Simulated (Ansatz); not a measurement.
# GeH2F (SMILES [F][GeH2]): methods side by side

GeH2F: 4 atoms, total charge 0, spin state doublet. As SMILES, `[F][GeH2]`. The shape is that of a PBE0-D4/def2-TZVP optimisation.

```xyz
4

F     0.1382   -0.5854    1.4420
Ge    0.3057   -0.2232   -0.2571
H    -1.0788   -0.5278   -0.8820
H     0.6904    1.2760   -0.3231
```

Quantity: the energy change with the F1–Ge2 bond stretched from 1.745 to 2.618 Å, in eV. The values are calculated.

```tsv
level	kind	program	value (eV)	less FCI/STO-3G	CPU time (all runs)
UHF/STO-3G	Hartree–Fock	Ansatz	2.51	-0.40	1 s
USVWN5/STO-3G	LDA	Ansatz	3.88	+0.97	3.7 s
U-revPBE/STO-3G	GGA	Ansatz	3.39	+0.48	7.2 s
U-r2SCAN/STO-3G	meta-GGA	Ansatz	3.77	+0.86	15 s
UB3LYP/STO-3G	global hybrid	Ansatz	3.77	+0.86	5.3 s
U-wB97M-V/STO-3G	range-separated hybrid	Ansatz	4.00	+1.09	48 s
UB2PLYP/STO-3G	double hybrid	Ansatz	3.65	+0.74	9.2 s
UBCCD(T)/STO-3G	coupled cluster or CI	Ansatz	2.93	+0.02	2.7 s
FCI/STO-3G	exact in the basis	Ansatz	2.91	0.00	12 s
```

FCI/STO-3G is exact within its basis and frozen core, so for wave-function methods in that basis the difference is their error; functionals converge differently with the basis, so for them it is only a difference. All-electron rows without a relativistic Hamiltonian named are non-relativistic. The first shape isn't each level's own minimum. The values span 2.51 to 4.00 eV. Spin contamination of the reference (⟨S²⟩ at least 0.1 too high) touches UHF/STO-3G, U-r2SCAN/STO-3G, UB3LYP/STO-3G, U-wB97M-V/STO-3G, UB2PLYP/STO-3G, UBCCD(T)/STO-3G. All rows use very small basis sets, so none should be taken for the real molecule's value. In the correlated wave-function rows the outer d shell of Ge is correlated, in sets not made for it. Times are those of the runs behind each value, whatever else they computed, on shared processors of several kinds: orders of magnitude only.

Stretching the Ge–F bond is costly at every level, as expected for a strong, polar bond between electropositive germanium and fluorine. Homolysis towards singlet germylene and a fluorine atom also requires spin recoupling: the radical electron on germanium pairs with the one released from the bond to form a lone pair. A single determinant describes this intermediate regime poorly. UHF underestimates the cost by 0.40 eV, probably because it misses more of the pair correlation in the intact bond than in the stretched one, where symmetry breaking already separates the electrons. UBCCD(T) recovers nearly all of this, ending within 0.02 eV of FCI, although errors at the two geometries may partly cancel.

All the functionals lie above FCI, but not in order of their rung: revPBE is closest and wB97M-V farthest. The common offset may partly reflect dynamic correlation that functionals include implicitly but a minimal orbital space cannot express. The two-point difference does not establish a dissociation energy, since the fragments still interact at the longer distance.
